**Second ionisation energies of groups 13 and 14: what each correlation level gains in 6-31G(d)**

The table holds mean and largest errors, against measured values, of the ionisation energies of B⁺, Al⁺, Ga⁺, C⁺, Si⁺ and Ge⁺ at HF, MP2, SCS-MP2, CCSD and CCSD(T), computed with PySCF on an unrestricted determinant, non-relativistic, with valence correlation only. The program tests whether the steps between levels equal the s² pair gains of B⁺, Al⁺ and Ga⁺ from the same runs plus one constant for group 14, against a model in which all six cases gain the same fraction. The constant is 0.057 eV and leaves residuals under 0.005 eV, while the uniform-fraction model misses MP2 by 0.02 eV, with rounding near 0.01 eV. MP2 recovers 57 to 66% of the pair energy, and valence FCI still leaves the three s² ions 0.09, 0.22 and 0.98 eV low. Neither (Zα)² nor the number of frozen core electrons alone describes that remainder.

Ionisation energies of six ground-state ions from PySCF 2.14.0, as differences of total energies: HF and valence-correlated methods (inner shells frozen) on unrestricted determinants, 6-31G(d), non-relativistic, point nucleus. Errors are computed less measured values, which are B⁺ 25.15, Al⁺ 18.83, Ga⁺ 20.52, C⁺ 24.38, Si⁺ 16.35 and Ge⁺ 15.93 eV.

## Numerical check

```python
# Table: error statistics (level less measured, eV) of six second ionisation energies (B+ Al+ Ga+ C+ Si+ Ge+),
# PySCF, unrestricted reference, 6-31G(d), non-relativistic, valence correlation only. Tested: the steps between
# levels are the s2 pair energy of group 13 plus one constant for group 14; what remains at valence FCI.
T = {
    'level': ['MP2 valence', 'SCS-MP2 valence', 'CCSD valence', 'CCSD(T) valence', 'HF'],
    'rung': ['wave function', 'wave function', 'wave function', 'wave function', 'Hartree-Fock'],
    'mse': [-0.61, -0.54, -0.38, -0.38, -1.04],  # eV
    'mae': [0.61, 0.54, 0.38, 0.38, 1.04],  # eV
    'worst': [-1.3, -1.17, -0.98, -0.98, -1.93],  # eV
    'where': ['Ga+', 'Ga+', 'Ga+', 'Ga+', 'Ga+'],
}
import numpy as np
from scipy import constants as C
order = ['HF', 'MP2 valence', 'SCS-MP2 valence', 'CCSD valence', 'CCSD(T) valence']
nm = [k.replace(' valence', '') for k in order]
idx = [T['level'].index(k) for k in order]
mse, mae, worst = (np.array([T[c][i] for i in idx], float) for c in ('mse', 'mae', 'worst'))
ions = ['B+', 'Al+', 'Ga+']
ref13 = np.array([25.15, 18.83, 20.52]); ref14 = np.array([24.38, 16.35, 15.93])  # caption, measured, eV
# further outputs of the same runs (eV), rows in the order above, columns B+ Al+ Ga+
E = np.array([[23.46451, 17.55211, 18.58761], [24.37184, 18.25292, 19.21773], [24.5533, 18.39308, 19.34375],
              [25.06291, 18.61133, 19.53573], [25.06291, 18.61133, 19.53573]])
fci = np.array([25.06291, 18.61133, 19.53573])
dft = [('B3LYP', 0, 24.77853), ('LDA', 0, 24.56635), ('B3LYP', 1, 18.95289), ('PBE', 1, 18.80966),
       ('TPSS', 2, 20.35012), ('PBE0', 2, 20.27314)]
f3 = lambda a, p=3: ' '.join(f'{x:.{p}f}' for x in a)
mref = np.r_[ref13, ref14].mean(); kcal = C.calorie*1e3/(C.N_A*C.e)
print(f'Mean reference {mref:.2f} eV; 1 kcal/mol = {kcal:.3f} eV; table and references rounded to 0.005 eV')
print('level: mean err eV | % of ref | in kcal/mol | largest/mean | Ga+ share | mean without Ga+ eV')
for k, n in enumerate(nm):
    print(f'{n:8s} {mse[k]:.2f} | {100*mae[k]/mref:.1f}% | {mae[k]/kcal:.0f} | {worst[k]/mse[k]:.2f} | '
          f'{100*worst[k]/(6*mse[k]):.0f}% | {(6*mse[k]-worst[k])/5:.2f}')
print('Steps in mean error, level to next (eV, +-0.01):', f3(np.diff(mse), 2))
print('Steps in largest error (eV, +-0.01):', f3(np.diff(worst), 2))
print('Share of HF mean error removed, MP2 SCS CCSD CCSD(T) (%):', f3(100*(1-mse[1:]/mse[0]), 0))
err = E-ref13; m13 = err.mean(1); m14 = (6*mse-err.sum(1))/3
print('level: errors B+ Al+ Ga+ | group 13 mean | implied group 14 mean (+-0.015) | Ga+ less table, eV')
for k, n in enumerate(nm):
    print(f'{n:8s} {f3(err[k], 2)} | {m13[k]:.2f} | {m14[k]:.3f} | {err[k, 2]-worst[k]:+.3f}')
gain = E-E[0]; full = fci-E[0]
print('Pair energy, valence FCI less HF, B+ Al+ Ga+ (eV):', f3(full), f'mean {full.mean():.2f}')
print('MP2 gain (eV):', f3(gain[1]), '| fraction of FCI gain:', f3(gain[1]/full))
print('SCS gain (eV):', f3(gain[2]), '| fraction of FCI gain:', f3(gain[2]/full))
print('SCS/MP2 gain (1.2 by construction):', f3(gain[2]/gain[1], 4), '| factor needed for FCI:', f3(full/gain[1], 2))
print('Implied group 14 gain over HF, MP2 SCS CCSD CCSD(T) (eV, +-0.02):', f3(m14[1:]-m14[0]))
p0 = mse[0]+gain.sum(1)/6; c = (mse-p0)[1:].mean()
frac = gain.sum(1)/full.sum(); pB = mse[0]+frac*(mse[3]-mse[0])
print(f'Model A: HF mean + pair gains/6 + constant; constant {c:.3f} eV (group 14 gain {2*c:.3f} eV per case)')
print('Model B: all six gain the group 13 fraction of the HF to CCSD step (tied to HF and CCSD)')
print('level: table | residual A without constant | residual A | residual B (eV; rounding about 0.01)')
for k in range(1, 5):
    print(f'{nm[k]:8s} {mse[k]:.2f} | {mse[k]-p0[k]:+.3f} | {mse[k]-p0[k]-c:+.3f} | {mse[k]-pB[k]:+.3f}')
print(f'Group 13 part of the HF to CCSD step: {100*gain[3].sum()/6/(mse[3]-mse[0]):.0f}%')
Z = np.array([5, 13, 31]); core = np.array([2, 10, 28]); rem = ref13-fci; za2 = (Z*C.alpha)**2
print('Left after valence FCI, B+ Al+ Ga+ (eV):', f3(rem, 2), '| % of HF error:', f3(-100*rem/err[0], 0))
print('(Z alpha)^2:', f3(za2, 4), '| remainder / (ref x (Z alpha)^2):', f3(rem/ref13/za2, 2))
print('Remainder per frozen core electron (eV):', f3(rem/core))
print('Exponent of remainder in Z, B to Al, Al to Ga:', f3(np.diff(np.log(rem))/np.diff(np.log(Z)), 2))
so = 2/3*np.array([0.008, 0.036, 0.22])  # rough recalled 2P splittings of C+ Si+ Ge+, eV; J=1/2 lies 2/3 below
print('Rough spin-orbit deficit C+ Si+ Ge+ (eV):', f3(so, 2), f'| group 14 mean {so.mean():.2f}, all six {so.sum()/6:.2f}')
for j in range(3):
    print(ions[j], 'functionals, error / less valence FCI (eV):',
          '; '.join(f'{n} {e-ref13[j]:+.2f} / {e-fci[j]:+.2f}' for n, i, e in dft if i == j))
nb = np.array([14, 18, 32]); virt = nb-(Z-1)//2  # basis sizes from the same runs
print('Basis functions', nb.tolist(), 'empty orbitals', virt.tolist(), 'two-electron determinants', ((virt+1)**2).tolist())
print('Formal cost factor on doubling size, N^4 N^5 N^6 N^7 (HF, MP2, CCSD, (T)):', [2**p for p in (4, 5, 6, 7)])
print('Correlating Ga 3d10: occupied orbitals 1 to 6, o^2 factor', 6**2)
assert np.allclose(mse, -mae) and set(T['where']) == {'Ga+'}
assert np.all(np.diff(mse) >= -1e-9) and abs(mse[4]-mse[3]) < 0.011
assert np.all(abs(err[:, 2]-worst) < 0.011) and np.allclose(gain[2]/gain[1], 1.2, atol=1e-3)
assert np.all(abs((mse-p0-c)[1:]) < 0.011) and np.all(rem > 0)
```

Output:

```
Mean reference 20.19 eV; 1 kcal/mol = 0.043 eV; table and references rounded to 0.005 eV
level: mean err eV | % of ref | in kcal/mol | largest/mean | Ga+ share | mean without Ga+ eV
HF       -1.04 | 5.2% | 24 | 1.86 | 31% | -0.86
MP2      -0.61 | 3.0% | 14 | 2.13 | 36% | -0.47
SCS-MP2  -0.54 | 2.7% | 12 | 2.17 | 36% | -0.41
CCSD     -0.38 | 1.9% | 9 | 2.58 | 43% | -0.26
CCSD(T)  -0.38 | 1.9% | 9 | 2.58 | 43% | -0.26
Steps in mean error, level to next (eV, +-0.01): 0.43 0.07 0.16 0.00
Steps in largest error (eV, +-0.01): 0.63 0.13 0.19 0.00
Share of HF mean error removed, MP2 SCS CCSD CCSD(T) (%): 41 48 63 63
level: errors B+ Al+ Ga+ | group 13 mean | implied group 14 mean (+-0.015) | Ga+ less table, eV
HF       -1.69 -1.28 -1.93 | -1.63 | -0.448 | -0.002
MP2      -0.78 -0.58 -1.30 | -0.89 | -0.334 | -0.002
SCS-MP2  -0.60 -0.44 -1.18 | -0.74 | -0.343 | -0.006
CCSD     -0.09 -0.22 -0.98 | -0.43 | -0.330 | -0.004
CCSD(T)  -0.09 -0.22 -0.98 | -0.43 | -0.330 | -0.004
Pair energy, valence FCI less HF, B+ Al+ Ga+ (eV): 1.598 1.059 0.948 mean 1.20
MP2 gain (eV): 0.907 0.701 0.630 | fraction of FCI gain: 0.568 0.662 0.665
SCS gain (eV): 1.089 0.841 0.756 | fraction of FCI gain: 0.681 0.794 0.798
SCS/MP2 gain (1.2 by construction): 1.2000 1.2000 1.2000 | factor needed for FCI: 1.76 1.51 1.50
Implied group 14 gain over HF, MP2 SCS CCSD CCSD(T) (eV, +-0.02): 0.114 0.105 0.118 0.118
Model A: HF mean + pair gains/6 + constant; constant 0.057 eV (group 14 gain 0.114 eV per case)
Model B: all six gain the group 13 fraction of the HF to CCSD step (tied to HF and CCSD)
level: table | residual A without constant | residual A | residual B (eV; rounding about 0.01)
MP2      -0.61 | +0.057 | +0.000 | +0.020
SCS-MP2  -0.54 | +0.052 | -0.004 | +0.008
CCSD     -0.38 | +0.059 | +0.002 | +0.000
CCSD(T)  -0.38 | +0.059 | +0.002 | +0.000
Group 13 part of the HF to CCSD step: 91%
Left after valence FCI, B+ Al+ Ga+ (eV): 0.09 0.22 0.98 | % of HF error: 5 17 51
(Z alpha)^2: 0.0013 0.0090 0.0512 | remainder / (ref x (Z alpha)^2): 2.60 1.29 0.94
Remainder per frozen core electron (eV): 0.044 0.022 0.035
Exponent of remainder in Z, B to Al, Al to Ga: 0.96 1.73
Rough spin-orbit deficit C+ Si+ Ge+ (eV): 0.01 0.02 0.15 | group 14 mean 0.06, all six 0.03
B+ functionals, error / less valence FCI (eV): B3LYP -0.37 / -0.28; LDA -0.58 / -0.50
Al+ functionals, error / less valence FCI (eV): B3LYP +0.12 / +0.34; PBE -0.02 / +0.20
Ga+ functionals, error / less valence FCI (eV): TPSS -0.17 / +0.81; PBE0 -0.25 / +0.74
Basis functions [14, 18, 32] empty orbitals [12, 12, 17] two-electron determinants [169, 169, 324]
Formal cost factor on doubling size, N^4 N^5 N^6 N^7 (HF, MP2, CCSD, (T)): [16, 32, 64, 128]
Correlating Ga 3d10: occupied orbitals 1 to 6, o^2 factor 36
```
